**Question: Negative thermal expansion from rigid-unit modes: may the rotation frequency be held fixed?**

For corner-linked rigid squares tilted by $\pm\theta$ one has $A=A_0\cos^2\theta$. Equipartition then gives $\alpha_A=-(k_B/I)\,\omega^{-2}$ times the fraction of modes that are rigid-unit modes (RUMs). The Grüneisen route, with $\gamma\propto -B/\omega^2$, gives the same. But $\gamma<0$ and a shrinking cell mean that $\omega$ falls on heating, which makes the contraction stronger, which looks like a runaway. Both derivations treat $\omega$ as a constant. What is the first correction, what is its sign, and does it matter for the octahedral rotations in ReO$_3$?

**Answer**

The assumption is that the rotation modes are independent harmonic oscillators whose frequencies depend at most on volume. Dropping it brings in a quartic term from the same bond stiffness that makes $\gamma$ large. With the cations held on the strained lattice, this term is twice the volume softening and opposite in sign. At zero pressure the modes therefore stiffen on heating, and the contraction weakens. Local relaxation reduces the effect. For a model of ReO$_3$ the correction to the RUM term is about $-4$ to $-14$ per cent at 300 K.

## The leading result in three dimensions

Take the cubic cell of edge $a=2r_0$, with Re at the corners and O (mass $m$) midway along the edges. An oxygen displaced by $u$ perpendicular to its Re–O–Re link defines $\theta=u/r_0$. Each link has two such components, $\theta_1$ and $\theta_2$, and I write $s=\theta_1^2+\theta_2^2$ and $\sigma=\langle\theta_1^2\rangle=\langle\theta_2^2\rangle$.

A checkerboard rotation about $z$ moves two oxygens per cell, since the four equatorial ones are each shared by two octahedra. Its moment of inertia per cell is $I=2mr_0^2$. Each plane of octahedra can rotate independently of the next, so exact RUMs lie on the line $(\pi,\pi,\xi)/a$ from M to R. A line has no weight in the zone. What counts is a tube of nearly rigid modes around it. Let the tube fill a fraction $g$ of the zone for each rotation axis, and let all its modes have frequency $\omega_0$. Classical equipartition gives

$$\sigma_0=\frac{g\,k_BT}{I\omega_0^2}.$$

In a single layer of squares each link has one transverse component, $\langle A\rangle/A_0=1-\sigma_0$, and $\alpha_A=-gk_B/(I\omega_0^2)$. In the cubic crystal an $x$ link is shortened by rotations about both $y$ and $z$. Its strain is $\varepsilon=-\langle s\rangle/2=-\sigma$, so

$$\alpha_L^{(0)}=-\frac{g\,k_B}{I\omega_0^2},\qquad \alpha_A=2\alpha_L,\qquad\alpha_V=3\alpha_L .$$

A face of the cubic cell thus shrinks twice as fast as an isolated layer.

For the Grüneisen route give each bond a stiffness $k$. With uniform strain $\varepsilon$ each of the two bonds stretches by $r_0(\varepsilon+s/2)$ to lowest order, so the link energy is

$$E=\frac K2\Big(\varepsilon+\frac s2\Big)^2=\frac K2\varepsilon^2+\frac K2\varepsilon s+\frac K8 s^2,\qquad K=2kr_0^2 .$$

If the bonds carry the whole bulk modulus, $3\cdot\frac K2\varepsilon^2=\frac92BV\varepsilon^2$ and $K=3BV$ with $V=a^3$. Write an added energy $\frac12\delta\kappa\,\theta^2$ on every transverse component as a stiffness shift $\delta\kappa$. It shifts every mode of pure transverse oxygen motion by $\delta\omega^2=\delta\kappa/(mr_0^2)=2\delta\kappa/I$. The cross term has $\delta\kappa=K\varepsilon$, and with $d\ln V=3\,d\varepsilon$,

$$\gamma=-\frac{d\ln\omega}{d\ln V}=-\frac{K}{3I\omega_0^2}=-\frac{BV}{I\omega_0^2}.$$

There are $3g$ such modes per cell, so $\alpha_V=3g\gamma k_B/(BV)=-3gk_B/(I\omega_0^2)$, and $B$ has cancelled.

## Where the assumption enters

In the geometric route it enters at equipartition, which assigns $k_BT/(I\omega_0^2)$ to each mode regardless of the others. In the Grüneisen route it enters when the first two terms of $E$ are kept and $\frac K8s^2$ is dropped.

For a single RUM of uniform amplitude the square vanishes identically at $\varepsilon=-s/2$, and no bond stretches. For a thermal mixture it cannot vanish everywhere. The crystal has one uniform strain, while $s$ differs from link to link. Two neighbouring planes with different tilts want different in-plane lattice constants, and they must share one. The energy left over is $\frac K8(s-\langle s\rangle)^2$ per link. It grows with the stiffness of the units.

## What the quasi-harmonic theory predicts at the next order

The classical quasi-harmonic free energy per cell is $\frac32K\varepsilon^2+3gk_BT\ln\omega(\varepsilon)$ with $\omega^2=\omega_0^2+2K\varepsilon/I$. Minimising gives $\varepsilon=-gk_BT/(I\omega^2)$. Define

$$y=\frac{\omega^2}{\omega_0^2},\qquad \lambda=\frac{2K\sigma_0}{I\omega_0^2}=\frac{2gK\,k_BT}{(I\omega_0^2)^2}.$$

Then $y=1-\lambda/y$, with the branch $y=\frac12(1+\sqrt{1-4\lambda})$. Since $\varepsilon\propto y-1$ and $\lambda\propto T$,

$$\frac{\alpha_L}{\alpha_L^{(0)}}\Big|_{\rm QH}=-\frac{dy}{d\lambda}=(1-4\lambda)^{-1/2}=1+2\lambda+\dots$$

This is the runaway of the question, with collapse at $\lambda=1/4$. The expansion is inconsistent, because the dropped quartic term contributes at the same order $\lambda$.

## First correction with the cations clamped

Keep all three terms, and keep the Re atoms on the uniformly strained lattice. To first order the quartic term shifts the stiffness by the thermal average of its curvature:

$$\Big\langle\frac{\partial^2}{\partial\theta_1^2}\frac K8(\theta_1^2+\theta_2^2)^2\Big\rangle=\frac K8\langle12\theta_1^2+4\theta_2^2\rangle=2K\sigma .$$

Zero stress, $\langle\partial E/\partial\varepsilon\rangle=0$, still gives $\varepsilon=-\sigma$. The total is

$$\delta\kappa=K\varepsilon+2K\sigma=+K\sigma .$$

The quasi-harmonic shift was $-K\sigma$. The physical reading is this. The part $K(\varepsilon+\langle s\rangle/2)$ is the mean tension in the row of bonds, and at zero pressure it vanishes. The cell shrinks just enough to keep the mean bond length fixed, so the bonds are not compressed and there is nothing to soften the mode. Contraction by pressure does compress them, and that is what $\gamma$ describes. What remains is the cost of the fluctuation of $s$ about its mean, which is positive.

Now $\sigma=\sigma_0/y$ and $y=1+\lambda/y$. To first order $\sigma=\sigma_0(1-\lambda)$. The product $\sigma_0\lambda$ goes as $T^2$, so differentiation doubles the coefficient:

$$\boxed{\alpha_L=-\frac{gk_B}{I\omega_0^2}\,\big(1-2\lambda+\dots\big),\qquad\lambda=\frac{6g\,BV\,k_BT}{(I\omega_0^2)^2}=6g|\gamma|\frac{k_BT}{I\omega_0^2}}$$

The modulus that cancelled at leading order is back. The self-consistent solution $y=\frac12(1+\sqrt{1+4\lambda})$ gives $\alpha_L/\alpha_L^{(0)}=(1+4\lambda)^{-1/2}$, which has no singularity. Its first-order term is the exact one for this energy function. Beyond that order it is a Gaussian closure that omits other terms of order $\lambda^2$.

For a general spectrum of the six transverse branches, $\sigma=(2k_BT/I)\,\overline{(\omega^2+2K\sigma/I)^{-1}}$, where the bar averages over all their modes. The relative correction to $\alpha_L$ is then $-8Kk_BT\,\overline{\omega^{-4}}/I^2$. The tube model has $\overline{\omega^{-4}}=(g/2)\,\omega_0^{-4}$ and recovers $-2\lambda$. The weight $\omega^{-4}$ means that the softest modes set the correction.

## Letting the cations relax

Clamping overstates the cost, because Re atoms can shift along a row to make room. Let $X_{\mathbf n}$ be the $x$ displacement of Re in cell $\mathbf n$. The $x$ link then has strain $\varepsilon+e_{\mathbf n}$ with $e_{\mathbf n}=(X_{\mathbf n+\hat x}-X_{\mathbf n})/a$. Sliding a row against its neighbours costs shear energy, which I model as $\frac S2(\Delta X/a)^2$ for each neighbour pair along $y$ or $z$. In elastic terms $K=C_{11}V$ (the model has $C_{12}=0$) and $S=C_{44}V$. Coupling between the $x$, $y$ and $z$ displacement fields is left out.

In classical statistics $X$ and $\varepsilon$ are Gaussian variables, and integrating them out equals minimising over them. With $N$ cells, $s_{\mathbf q}=\sum_{\mathbf n}s_{\mathbf n}e^{-i\mathbf q\cdot\mathbf n a}$ and $b_j=\sin^2(q_ja/2)$, each wavevector poses the problem $\min_X[\frac K2(2\sqrt{b_x}X+\frac s2)^2+2S(b_y+b_z)X^2]$, with $X$ in units of $a$. The result is

$$E_4=\frac1{8N}\sum_{\mathbf q\ne0}\Gamma(\mathbf q)\,|s_{\mathbf q}|^2,\qquad \Gamma=\frac{KS\,(b_y+b_z)}{Kb_x+S\,(b_y+b_z)} .$$

The $\mathbf q=0$ term is absent because the uniform strain removes it. Insert $\theta_{\mathbf n}=N^{-1/2}\sum_{\mathbf k}\theta_{\mathbf k}e^{i\mathbf k\cdot\mathbf na}$ and contract one pair of the four amplitudes. The two contractions inside one factor $s_{\mathbf q}$ need $\mathbf q=0$ and drop out. The four contractions across the factors give $\frac4{8N}\sum_{\mathbf k\mathbf k'}\Gamma(\mathbf k-\mathbf k')\langle|\theta_{\mathbf k'}|^2\rangle|\theta_{\mathbf k}|^2$, so

$$\delta\kappa(\mathbf k)=\frac1N\sum_{\mathbf k'\neq\mathbf k}\Gamma(\mathbf k-\mathbf k')\,\langle|\theta_{\mathbf k'}|^2\rangle .$$

Three limits follow. For $\Gamma=K$ the shift is $K\sigma$, as found above. For $S=0$, free chains, it vanishes and the rigid-unit formula survives at this order. For exact RUMs about $z$ the transfer is $\mathbf q=(0,0,q_z)$, so $b_x=0$ and $\Gamma=K$: a mismatch between whole planes cannot be relaxed. Since $0\le\Gamma\le K$, the shift is never negative.

Averaged over the tube, $\delta\kappa=\eta K\sigma$ and $\lambda\to\eta\lambda$. The transfer $q_z$ is uniform over the zone, and that average is elementary. With $\rho=S/K$ and $D=b_x+\rho b_y$,

$$\frac{\langle\Gamma\rangle_{q_z}}K=1-\frac{b_x}{\sqrt{D(D+\rho)}} .$$

For a tube of square section with half-width $p=\pi\sqrt g/a$, each of $|q_x|$ and $|q_y|$ is the modulus of a difference of two uniform variables, with density $(2p-q)/(2p^2)$ on $[0,2p]$. For $\rho\to0$ only a strip $b_x\lesssim\rho$ keeps $\Gamma\approx K$, so $\eta K$ grows as $\sqrt{KS}$. The correction still diverges for infinitely stiff bonds. Perfectly rigid octahedra do not support independent finite-amplitude RUMs.

## A smaller term from the exact bond geometry

The two bonds of a link have longitudinal strains $e_\pm=e\pm w$, where $r_0w$ is the oxygen displacement along the link and $e$ now includes $\varepsilon$. The exact energy $\frac K4\sum_\pm\big(\sqrt{(1+e_\pm)^2+s}-1\big)^2$ has the $s$ coefficient $\frac K4\sum_\pm e_\pm/(1+e_\pm)$, so $\delta\kappa=K(e-e^2-w^2+\dots)$. The new part averages to $-ck_BT$. Classically $K\langle w^2\rangle\le k_BT$ and $K\langle e^2\rangle\le k_BT$, so $c\le2$. The relative change of $\alpha_L$ is $+4c\tau$ with $\tau=k_BT/(I\omega_0^2)$. Relative to the quartic term this is $c\,I\omega_0^2/(\eta gK)$, which is formally small for stiff bonds. Corrections to $\cos\theta\approx1-\theta^2/2$ are of relative order $\sigma$.

## Size for ReO$_3$

The inputs are approximate or illustrative: $a\approx3.75\times10^{-10}$ m, $m=16.00$ u, $B\approx200$ GPa, $\rho\approx0.1$, $\hbar\omega_0\approx15$ meV for the soft rotations, and an assumed $g=1/4$. They give

- $r_0=1.875\times10^{-10}$ m, $V=5.27\times10^{-29}$ m$^3$, $I=1.87\times10^{-45}$ kg m$^2$,
- $\omega_0=2.28\times10^{13}$ s$^{-1}$ ($\hbar\omega_0/k_B=174$ K), $I\omega_0^2=9.70\times10^{-19}$ J,
- $K=3.16\times10^{-17}$ J, $K/(I\omega_0^2)=32.6$, $\gamma=-10.9$,
- $\alpha_L^{(0)}=-3.6\times10^{-6}$ K$^{-1}$, and at 300 K $\sigma_0=1.07\times10^{-3}$, an rms angle of $0.033$ rad.

For $g=1/4$ the transfers run over $0\le qa\le\pi$, and numerical integration gives $\eta\approx0.4$. The shear model supports one figure. The oxygen stretch has $\omega_w^2=K/(mr_0^2)$, or $\hbar\omega_w/k_B\approx1.4\times10^3$ K. It is largely frozen, and its zero-point part is independent of $T$ and is absorbed in $\omega_0$. That leaves $c\lesssim1$, and the table uses $c=1$.

Classical statistics is a separate assumption of similar size. For a harmonic mode $d\langle\theta^2\rangle/dT$ carries the Einstein factor $C_E=[(x/2)/\sinh(x/2)]^2=1-x^2/12+\dots$ with $x=\hbar\omega_0/k_BT$. All columns after $\lambda$ are relative changes of $\alpha_L$.

| $T$ (K) | $\lambda$ | clamped, $-2\lambda$ | $(1+4\lambda)^{-1/2}-1$ | relaxed, $-2\eta\lambda$ | geometry, $4\tau$ | quantum, $C_E-1$ |
|---|---|---|---|---|---|---|
| 150 | 0.035 | −0.070 | −0.063 | −0.03 | 0.009 | −0.105 |
| 300 | 0.070 | −0.139 | −0.116 | −0.06 | 0.017 | −0.028 |
| 500 | 0.116 | −0.232 | −0.174 | −0.09 | 0.028 | −0.010 |

At 300 K the model's correction lies between $-0.14$ (clamped, first order, no geometric term) and $-0.04$ (relaxed plus geometric term). The quasi-harmonic iteration gives $+0.14$ at first order and $+0.18$ in full, with a spurious collapse near $1.1\times10^3$ K. The small-angle correction, of order $10^{-3}$, is negligible. At 150 K the quantum factor is the larger correction, and the classical anharmonic entries in that row are themselves only indicative. The anharmonic term grows as $T$ and the quantum one falls as $T^{-2}$, so anharmonicity dominates from about room temperature upwards.

## Terms outside the rigid-unit formula

Three omitted contributions are as large as the leading term or change it directly.

*Bond expansion.* A fully excited mode adds $\gamma k_B/(3BV)=\gamma k_B/K$ to $\alpha_L$. The six modes per cell that are not transverse oxygen motion, with an ordinary $\gamma\approx+1$, would add $2.6\times10^{-6}$ K$^{-1}$, or $1.3\times10^{-6}$ K$^{-1}$ while the three oxygen stretches are frozen. In the clamped picture this does not alter $\delta\kappa$ through the strain, because the mean tension stays zero.

*The other transverse modes.* There are $6-3g=5.25$ per cell. At an illustrative 40 meV ($6.08\times10^{13}$ s$^{-1}$) the tension mechanism alone gives them $\gamma=-1.5$ and a classical total of $-3.5\times10^{-6}$ K$^{-1}$. Quantum freezing reduces this, and the volume dependence of the bending forces, which the model lacks, changes it too. They raise $\overline{\omega^{-4}}$ by only $0.14$ of its tube value, so the relative correction to the total transverse term barely moves. Since that total is about twice the RUM term, the absolute correction would be about twice as large too.

*Stiffness outside the bonds.* If the bonds carry only a fraction $\phi$ of $B$, then $K=3\phi BV$ and $\varepsilon=-\phi\sigma$. The modulus no longer cancels, and the clamped shift becomes $(2-\phi)K\sigma$. This is the situation in filled perovskites such as SrTiO$_3$, where the A cation props the cage open.

## How to read the number

In absolute terms the model's anharmonic correction to the RUM term at 300 K is $+0.1$ to $+0.5\times10^{-6}$ K$^{-1}$, on a leading value of $-3.6\times10^{-6}$ K$^{-1}$. As typical knowledge, the net linear expansion of ReO$_3$ is of order $-1\times10^{-6}$ K$^{-1}$ or weaker below roughly 200 K, depends on the sample, and fades towards zero on further heating. The model's RUM term alone is therefore too negative by a factor of three or more, and the omitted terms must sum to a positive amount. The leading value is also proportional to the assumed $g$.

Holding $\omega$ fixed is a fair approximation for the RUM term, good to roughly ten per cent at room temperature in this model, and it is closer to the consistent first-order result than the iterated quasi-harmonic formula, which moves by $+2\lambda$ where the consistent shift is $-2\eta\lambda$. Because the net expansion is a small difference of larger terms, a shift of a few $10^{-7}$ K$^{-1}$ is a sizeable part of it, and it acts in the direction of ending the contraction on heating.